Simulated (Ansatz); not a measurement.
Ligand exchange: KCl + C2H10OSi2 → KOH + C2H9ClSi2

Species: KCl, singlet; C2H10OSi2 `C[SiH2]C[SiH2]O`, singlet; KOH `[OH][K]`, singlet; C2H9ClSi2 `C[SiH2]C[SiH2]Cl`, singlet. The partners trade Cl for OH: K–Cl and Si–OH bonds give way to K–OH and Si–Cl.

Shapes, held fixed at every level: PBE0-D4/def2-TZVP. Flexible molecules stand in one conformer, not always the lowest. Programs: Ansatz 0.2.0. Electronic energies: no zero-point or thermal term.

```tsv
level	kind	ΔE (kJ/mol)	less CCSD(T)/def2-TZVPP
PBE-D4/def2-TZVPP	GGA	+128.1	-18.5
r2SCAN-D4/def2-TZVPP	meta-GGA	+142.6	-4.0
B3LYP-D4/def2-TZVPP	global hybrid	+141.5	-5.1
wB97M-V/def2-TZVPP	range-separated hybrid	+143.8	-2.8
wB97X-V/def2-TZVPP	range-separated hybrid	+144.6	-2.0
MP2/def2-TZVPP	perturbation theory	+140.3	-6.3
CCSD(T)/def2-TZVPP	coupled cluster or CI	+146.6	0.0
```

The highest level, CCSD(T)/def2-TZVPP, gives ΔE = +146.6 kJ/mol; the levels span +128.1 to +146.6. The column of differences is taken from that level and isn't an error. No measured value is set beside it here. Correlated rows may include outer-core shells of K, which these sets cover unevenly.

The exchange is strongly uphill at every level, so the electronic energy favours the reverse reaction, in which hydroxide displaces chloride from silicon and potassium takes up the chloride. This matches the familiar ready hydrolysis of chlorosilanes by alkali. The small, hard hydroxide ion binds more strongly than chloride to both partners, but its advantage is much larger at silicon, where a short, strongly polar Si–O bond forms, probably helped by donation from oxygen lone pairs into silicon-centred σ* orbitals. At the large potassium ion the bonding is mainly electrostatic, and the gain from exchanging chloride for hydroxide is too small to repay the loss of Si–O.

PBE stands apart, 18.5 kJ/mol below the coupled-cluster value, perhaps because it balances ionic and polar covalent bonding less evenly. r2SCAN comes much closer without any exact exchange, so admixing it isn't essential for a reasonable reaction energy here. The energies say nothing about the barrier to substitution at silicon.
